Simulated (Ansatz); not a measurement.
# A series in volume per atom on Rh

Results calculated with Ansatz 0.2.0, not measured. Periodic Kohn-Sham DFT of a crystal at fixed atoms; pressure and stress are positive in compression; the energy is the free energy less that of spherical unpolarised free atoms; site moments are those in the method's own spheres, positive along +z.

Cell of the first row (space group Fm-3m, No. 225):
```
CELL_PARAMETERS angstrom
0.00000 1.86270 1.86270
1.86270 0.00000 1.86270
1.86270 1.86270 0.00000
ATOMIC_POSITIONS crystal
Rh 0.00000 0.00000 0.00000
```

Settings of every row: method all-electron LAPW; functional LDA; relativity scalar; k mesh 16x16x16; filling fermi-dirac; smearing width 0.03 eV; basis error target 0.25 meV/atom; nucleus gaussian.

Atom start moment: 0 on all atoms.

| row | volume per atom (Å³) | energy less free atoms (eV/atom) | pressure (GPa) |
| --- | --- | --- | --- |
| 1 | 12.927 | -8.7151 | 7.731 |
| 2 | 13.202 | -8.7221 | 0.612 |
| 3 | 13.477 | -8.7177 | -5.665 |
| 4 | 13.614 | -8.7116 | -8.518 |
| 5 | 13.752 | -8.7031 | -11.196 |
| 6 | 13.889 | -8.6924 | -13.707 |
| 7 | 14.027 | ? | ? |
| 8 | 14.302 | -8.6483 | -20.339 |
| 9 | 14.577 | -8.6101 | -24.09 |

Question: what energy less free atoms and pressure should row 7 give?

Worked fit of energy less free atoms. Take u = (V_r/V)^(2/3) − 1 with V_r = 13.683 Å³ an atom, which is twice the finite (Eulerian) strain; such expansions in the strain, on which the Birch-Murnaghan equation of state is built, carry the rest volume and the bulk modulus. The shown rows have u = 0.03862, 0.02414, 0.01016, 0.00338, -0.00335, -0.00991, -0.02907, -0.04132. Least squares give energy less free atoms = −8.70763 − 1.2654 × u + 27.151 × u² + 15.8 × u³ eV/atom; a parabola predicts inner rows, each left out in turn, worse (root mean square 0.00024 against 4.2e-05 eV/atom). All shown rows lie on it to the printed digit. Its lowest point lies at u = 0.0228, or V = 13.23 Å³ an atom, and the curvature there gives the bulk modulus at fixed shape and fractions, B = (4/9)(1 + u)² E″(u)/V = 318 GPa. The withheld row has u = -0.01642, so the fit gives −8.70763 − 1.2654 × (-0.01642) + 27.151 × (-0.01642)² + 15.8 × (-0.01642)³ = -8.6796 eV/atom.

The calculation gave -8.6796 eV/atom. The fit meets it to the printed digit.

Worked fit of pressure. Take u = (V_r/V)^(2/3) − 1 with V_r = 13.683 Å³ an atom, which is twice the finite (Eulerian) strain; such expansions in the strain, on which the Birch-Murnaghan equation of state is built, carry the rest volume and the bulk modulus. The shown rows have u = 0.03862, 0.02414, 0.01016, 0.00338, -0.00335, -0.00991, -0.02907, -0.04132. Least squares give pressure = −9.8774 + 399.781 × u + 1405.11 × u² + 1287 × u³ GPa; a parabola predicts inner rows, each left out in turn, worse (root mean square 0.02 against 0.0074 GPa). The rows lie off it by -0.001, 0.002, 0.004, -0.008, 0.005, -0.005, 0.004, -0.002 (root mean square 0.0044 GPa). The pressure vanishes at u = 0.0228, or V = 13.23 Å³ an atom, and there the bulk modulus at fixed shape and fractions is B = −V dP/dV = (2/3)(1 + u) dP/du = 318 GPa. The withheld row has u = -0.01642, so the fit gives −9.8774 + 399.781 × (-0.01642) + 1405.11 × (-0.01642)² + 1287 × (-0.01642)³ = -16.069 GPa.

The calculation gave -16.063 GPa. The fit lies 0.006 GPa (0.019 % of the column's range) below it; its largest miss of a shown row is 0.008 GPa.
